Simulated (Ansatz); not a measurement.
# HgPt: the change of pressure with volume per atom

Results calculated with Ansatz 0.2.0, not measured. Periodic Kohn-Sham DFT of a crystal at fixed atoms; pressure and stress are positive in compression; the energy is the free energy less that of spherical unpolarised free atoms; site moments are those in the method's own spheres, positive along +z.

Cell of the first row (space group P4/mmm, No. 123):
```
HgPt
1.0
      2.9104     0.0000     0.0000
      0.0000     2.9104     0.0000
      0.0000     0.0000     3.7469
Hg Pt
1 1
Direct
  0.00000 0.00000 0.00000
  0.50000 0.50000 0.50000
```

Settings of every row: method frozen-core PAW; functional LDA; relativity scalar; k mesh 12x12x10; filling fermi-dirac; smearing width 0.03 eV; wave cutoff 420 eV; paw set soft_2.

Atom start moment: 0 on all atoms.

Limits: PAW files made with PBE; no spin-orbit coupling on heavy atoms.

```
row  volume per atom (Å³)  pressure (GPa)
  1                15.868          12.082
  2                16.206               ?
  3                16.544            2.32
  4                16.713           0.258
  5                16.881          -1.671
  6                 17.05          -3.475
  7                17.219           -5.16
  8                17.557          -8.203
  9                17.894         -10.841
```

Question: what pressure should row 2 give?

Worked fit of pressure. Take u = (V_r/V)^(2/3) − 1 with V_r = 16.965 Å³ an atom, which is twice the finite (Eulerian) strain; such expansions in the strain, on which the Birch-Murnaghan equation of state is built, carry the rest volume and the bulk modulus. The shown rows have u = 0.04557, 0.01689, 0.01003, 0.00331, -0.00333, -0.00986, -0.02261, -0.03492. Least squares give pressure = −2.5794 + 272.047 × u + 1048.41 × u² + 922 × u³ GPa; a parabola predicts inner rows, each left out in turn, worse (root mean square 0.014 against 0.003 GPa). The rows lie off it by 0.000, 0.001, 0.002, -0.004, -0.001, 0.001, 0.002, -0.001. The pressure vanishes at u = 0.0092, or V = 16.73 Å³ an atom, and there the bulk modulus at fixed shape and fractions is B = −V dP/dV = (2/3)(1 + u) dP/du = 196 GPa. Letting shape and atoms relax would as a rule lower it, by much in layered, chain or molecular crystals. The withheld row has u = 0.03098, so the fit gives −2.5794 + 272.047 × (0.03098) + 1048.41 × (0.03098)² + 922 × (0.03098)³ = 6.882 GPa.

The calculation gave 6.879 GPa. The fit lies 0.003 GPa (0.013 % of the column's range) above it; its largest miss of a shown row is 0.004 GPa.
